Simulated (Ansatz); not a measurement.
## ScZn3: energy above lowest point against volume scale

Results calculated with Ansatz 0.2.0, not measured. Free energy against uniform scaling of the volume at fixed shape and fractions; periodic cell, basis, potentials, k mesh and filling as listed.

The cell before it is scaled or strained (space group Fm-3m, No. 225):
```
CELL_PARAMETERS angstrom
0.00000 3.15640 3.15640
3.15640 0.00000 3.15640
3.15640 3.15640 0.00000
ATOMIC_POSITIONS crystal
Sc 0.00000 0.00000 0.00000
Zn 0.25000 0.25000 0.25000
Zn 0.75000 0.75000 0.75000
Zn 0.50000 0.50000 0.50000
```

Settings of every row: functional LDA; dispersion none; potentials PAW; wave cutoff 517.02 eV; density cutoff 2068.1 eV; k mesh 6x6x6; k shift 0x0x0; occupations gaussian; smearing width 0.15 eV; spin none.

Limits: coarse k mesh, up to 40 meV an atom off; the cell comes from a prototype or a list of computed structures and needn't be the stable phase.

| row | volume scale | V (Å³/atom) | energy above lowest point (meV/atom) |
| --- | --- | --- | --- |
| 1 | 0.92 | 14.466 | 0 |
| 2 | 0.9467 | 14.885 | 0.3 |
| 3 | 0.9733 | 15.304 | 7.7 |
| 4 | 1 | 15.723 | 21.2 |
| 5 | 1.0267 | 16.143 | 39.9 |
| 6 | 1.0533 | 16.561 | ? |
| 7 | 1.08 | 16.981 | 89.6 |

Question: what energy above lowest point should row 6 give?

Worked fit of energy above lowest point. Take u = (V_r/V)^(2/3) − 1 with V_r = 15.514 Å³ an atom, which is twice the finite (Eulerian) strain; such expansions in the strain, on which the Birch-Murnaghan equation of state is built, carry the rest volume and the bulk modulus. The shown rows have u = 0.04773, 0.02798, 0.00913, -0.00888, -0.02615, -0.05846. Least squares give energy above lowest point = 13.78 − 751.8 × u + 9535 × u² + 3549 × u³ meV/atom; a parabola predicts inner rows, each left out in turn, worse (root mean square 0.17 against 0.022 meV/atom). All shown rows lie on it to the printed digit. Its lowest point lies at u = 0.0386, or V = 14.66 Å³ an atom, and the curvature there gives the bulk modulus at fixed shape and fractions, B = (4/9)(1 + u)² E″(u)/V = 104 GPa. The withheld row has u = -0.0426, so the fit gives 13.78 − 751.8 × (-0.0426) + 9535 × (-0.0426)² + 3549 × (-0.0426)³ = 62.8 meV/atom.

The calculation gave 62.9 meV/atom. The fit lies 0.1 meV/atom (0.11 % of the column's range) below it, one unit of the last digit.
